**Question**

I ran the second and third ionisation energies of calcium with five functionals and Hartree-Fock, all with scalar relativity.

Ca+ (loses 4s) and Ca2+ (loses 3p) in B-spline radial atomic code 1 at the basis-set limit, with spin-free X2C, a Fermi nucleus and spherical atoms at highest spin (fractional occupations for functionals, configuration average for Hartree-Fock). IE is from ΔSCF, and the table values are NIST's measured 11.872 and 50.913 eV. ε is the eigenvalue of the shell and spin that loses the electron.

| method | rung | share of exact exchange | IE(Ca+) (eV) | IE(Ca+) less table (eV) | −ε(4s) of Ca+ (eV) | IE(Ca2+) (eV) | IE(Ca2+) less table (eV) | −ε(3p) of Ca2+ (eV) |
| --- | --- | --- | --- | --- | --- | --- | --- | --- |
| LDA PW92 | LDA | 0 | 12.161 | 0.289 | 9.495 | 50.996 | 0.082 | 43.113 |
| PW91 | GGA | 0 | 12.077 | 0.206 | 9.394 | 50.999 | 0.086 | 43.133 |
| AM05 | GGA | 0 | 11.921 | 0.049 | 9.348 | 50.826 | -0.087 | 42.956 |
| revTPSS | meta-GGA | 0 | 11.691 | -0.181 | 9.255 | 51.047 | 0.134 | 43.237 |
| r2SCAN | meta-GGA | 0 | 11.718 | -0.154 | 9.434 | 51.461 | 0.547 | 43.756 |
| Hartree-Fock | Hartree-Fock | 100 % | 11.358 | -0.514 | 11.380 | 49.905 | -1.009 | 51.074 |

Why does the 3p electron cost four times as much as the 4s? The 4s error drifts from positive to negative as I climb the ladder, but the 3p error jumps about, and r2SCAN is the worst functional there. And why is $-\varepsilon$ several eV too small for every functional but a little above the total-energy difference in Hartree-Fock?

**Answer**

IE is the difference of two self-consistent total energies, "less table" is IE minus the NIST value, and $\varepsilon$ is the eigenvalue of the shell that loses the electron. PW91, r2SCAN and Hartree-Fock carry most of the physics.

*The factor of four.* The NIST ratio is 4.29 and every row lies between 4.19 and 4.39, so this is shell structure and needs no particular functional. Write $\mathrm{IE}=q^2\,\mathrm{Ry}/n^{*2}$, with $q$ the charge of the ion left behind and Ry = 13.6 eV. The NIST values give $n^*=2.14$ for 4s ($q=2$) and 1.55 for 3p ($q=3$). This only restates the energies, but it splits the ratio into $9/4$ from the charge and $(2.14/1.55)^2\approx1.9$ from the change of shell. The 4s electron moves mostly outside an argon core that screens 18 nuclear charges, while a 3p electron is part of that core and is screened only partly by its shell partners. In the PW91 run for Ca+ the mean 4s radius is 2.82 times the 3p radius.

*Hartree-Fock.* The ion with more electrons has more correlation energy, so a method without correlation underestimates both steps, here by 0.514 and 1.009 eV (the second becomes 1.14 eV once the spin-orbit shift explained below is allowed for). The table shows only these net deficits; their kind follows from standard theory. The lone 4s electron has no valence partner, and what it loses is core-valence correlation: it polarises the core and is attracted by the dipole it induces. A 3p electron shares its region of space with seven others, and removing it breaks many short-range pairs. The 3p deficit is larger in eV but smaller relative to the NIST energy, 1.98 % against 4.33 %. Because this row drops correlation altogether, it does not show what mixing exact exchange into a functional would do.

In Hartree-Fock $-\varepsilon$ is the energy to remove the electron with all orbitals frozen (Koopmans). Letting them relax can only lower the ion, so $-\varepsilon$ exceeds IE, by 0.022 eV for 4s and 1.169 eV for 3p. An outer electron hardly screens the core, so the core barely changes when it leaves, whereas a hole inside the shell makes the remaining 3s and 3p electrons contract. For 3p the neglected relaxation nearly cancels the neglected correlation, and $-\varepsilon$ lands 0.160 eV above NIST, or about 0.03 eV above after the same spin-orbit shift. For 4s there is almost no relaxation to cancel anything, and $-\varepsilon$ stays 0.492 eV low.

*Eigenvalues of the functionals.* Janak's theorem says $\partial E/\partial n=\varepsilon(n)$ for the occupation $n$ of a shell. Taking the spin-down 3p shell from 3 electrons to 2,

$$\mathrm{IE}=E(2)-E(3)=-\int_2^3\varepsilon\,dn\approx-\tfrac12\,[\varepsilon(3)+\varepsilon(2)],$$

where the last step is exact if $\varepsilon$ is linear in $n$. Nothing is fitted. For PW91, $-\varepsilon$ is 43.133 eV in Ca2+ and, from the Ca3+ run, 59.020 eV. The mean is 51.076 eV against an IE of 50.999 eV, which is 0.077 eV high. All five functionals overshoot by 0.06 to 0.08 eV. The theorem is built into the method, so the small misfit speaks only for the shape of $\varepsilon(n)$: it fits a nearly straight, steep line, though two end points do not prove one. The tabulated $-\varepsilon$, taken at the full-shell end, then falls short of IE by about half the change: 15.887/2, or 7.9 eV, for PW91.

The exact energy is linear between whole electron numbers, with a jump in $\varepsilon$ at the integer. A semilocal functional replaces the jump by a slope, because the Hartree term contains $\tfrac12 n^2F^0$, with $F^0$ the Coulomb repulsion integral of the shell with itself, and semilocal exchange cancels only part of that curvature. Hartree repulsion with frozen orbitals would give a gap of $0.5\,F^0$; exchange-correlation and orbital relaxation together lower it. PW91 gives 0.39 for 4s and 0.40 for 3p, revTPSS 0.36 and 0.40 (the 3p integral is that of Ca+, so those ratios are approximate). The gap scales with compactness, which is why PW91 has 2.683 eV for 4s and 7.866 eV for 3p. The two-point mean fails for Hartree-Fock by 9 eV, since there an electron does not repel itself and each $\varepsilon$ refers to a separate whole-electron removal.

*The 4s drift.* Ca+ is ²S and Ca2+ is closed, so neither multiplets nor first-order spin-orbit coupling enter, and these errors are essentially those of the methods. They fall from rung to rung, from +0.289 eV (LDA) to −0.181 and −0.154 eV (revTPSS, r2SCAN). Weaker binding goes with a larger ion: the radius of Ca+ at density 0.001 a.u. grows in exactly the order in which IE falls over all six rows, although a measure built on $\langle r^2\rangle$ swaps PW91 and AM05. That is a correlation and not a cause. One possible contribution, which these runs do not test, is self-correlation. The outer 4s region is nearly a one-electron density, to which LDA and PW91 assign a spurious correlation energy that overbinds it. Both meta-GGAs are built to give none for a single electron, and no semilocal form describes the long-range core polarisation, so they could end on the Hartree-Fock side of NIST. This cannot be the whole story. AM05 correlation is LDA correlation scaled down by at most about a fifth, so it keeps most of the spurious term, while PW91 removes much more of it; yet AM05 binds the 4s electron less than PW91 does. Differences in exchange probably matter as well, and the small AM05 error may be a cancellation.

*The 3p scatter.* Spin-orbit coupling has to be settled first. Ca3+ (3p⁵) has the single term ²P, and NIST refers to its lower level ²P₃/₂. With weights 4 and 2, that level lies one third of the splitting below the mean that a spin-free calculation targets. A rough recalled splitting of 0.39 eV raises the reference by 0.13 eV to about 51.04 eV. The errors then become −0.05 (LDA), −0.04 (PW91), −0.22 (AM05) and 0.00 eV (revTPSS). The shift is as large as these four printed errors and reorders them, so the printed errors cannot rank those functionals. Even the shifted ones hold an unknown part from the spherical, fractionally occupied Ca3+, so any ranking by them holds for these spherical runs only.

r2SCAN survives the shift at about +0.42 eV. Its IE exceeds PW91 by 0.462 eV, and the Janak picture locates the excess: $-\varepsilon$ is 0.623 eV deeper in Ca2+ and 0.271 eV deeper in Ca3+, with mean 0.447 eV. The larger part appears at the closed-shell end, where all occupations are whole. A deeper level there is a step in the right direction, but IE stays right only if the slope shrinks to match, and the change of level falls merely from 15.887 to 15.535 eV. One guess is that spreading the hole evenly over three 3p orbitals gives Ca3+ a kinetic-energy density unlike that of a real hole in one orbital, and that r2SCAN then puts its energy too high. The functional itself may equally overbind the closed shell, and revTPSS, treated the same way, shows no such excess. It is not a uniform 3p shift either, since for the next ionisation r2SCAN is only 0.029 eV above PW91. A non-spherical Ca3+ with whole occupations would test the first reading.

No functional is best for both shells: AM05 is closest for 4s and, after the shift, second worst for 3p, while revTPSS is closest for 3p and 1.52 % low for 4s relative to NIST. For Sr+ and Sr2+ the same physics suggests a similar jump at the shell break, a larger relative Hartree-Fock deficit for the outer s electron because the core is more polarisable, smaller eigenvalue gaps for the more diffuse shells, and a spin-orbit shift several times larger for the p hole.
